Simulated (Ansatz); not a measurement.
**Ligand exchange: Cd(CH3)F + BH2(NH2) → Cd(CH3)(NH2) + BH2F**

Species: Cd(CH3)F, singlet; BH2(NH2), singlet; Cd(CH3)(NH2), singlet; BH2F `BF`, singlet. The partners trade F for NH2: Cd–F and B–NH2 bonds give way to Cd–NH2 and B–F.

Shapes, held fixed at every level: PBE0-D4/def2-TZVP. Programs: Ansatz 0.2.0. Electronic energies: no zero-point or thermal term.

Estimate ΔE of this reaction.

The highest level, CCSD(T)/def2-TZVPP, gives ΔE = +59.3 kJ/mol; the levels span +59.3 to +77.8. The column of differences is taken from that level and isn't an error. No measured value is set beside it here. For atoms past krypton def2 sets carry core potentials with scalar relativity. Outer-core shells of Cd are correlated in most correlated rows, in sets that cover them unevenly. Times are processor times on shared x86 and Arm servers, and rough.

```csv
level,kind,ΔE (kJ/mol),less CCSD(T)/def2-TZVPP,CPU time (sum over the molecules)
HF/def2-SVP,Hartree–Fock,+77.8,+18.5,–
B3LYP-D4/def2-TZVPP,global hybrid,+73.7,+14.4,14 s
BHLYP-D4/def2-TZVPP,global hybrid,+71.6,+12.3,11 s
r2SCAN0-D4/def2-TZVPP,global hybrid,+72.4,+13.1,18 s
wB97X-V/def2-TZVPP,range-separated hybrid,+72.2,+12.9,31 s
MP2/def2-SVP,perturbation theory,+62.0,+2.7,–
CCSD(T)/def2-SVP,coupled cluster or CI,+66.4,+7.1,20 s
CCSD(T)/def2-TZVPP,coupled cluster or CI,+59.3,0.0,5.4 min
```

The exchange is uphill at every level, so fluoride stays on cadmium and the amide on boron. The main reason is probably π bonding in aminoborane: nitrogen donates its lone pair into boron's empty p orbital, giving the B–N bond partial double-bond character. Fluorine, more electronegative, donates less readily, and cadmium offers the amide no comparable low-lying acceptor, while its polar bond to fluoride gains much from electrostatics. A simple hard–soft argument, which would send fluoride to boron, therefore fails here.

The sign is secure across these methods, the magnitude less so. The hybrids agree closely with one another yet all lie above the larger-basis coupled-cluster value, so their agreement is no proof of accuracy. Coupled cluster itself drops from +66.4 to +59.3 kJ/mol with the larger basis, and the closeness of MP2/def2-SVP to the latter value probably owes something to cancelling errors. The preference of isolated molecules need not carry over to condensed phases, where cadmium fluorides and amides can aggregate through bridging ligands.
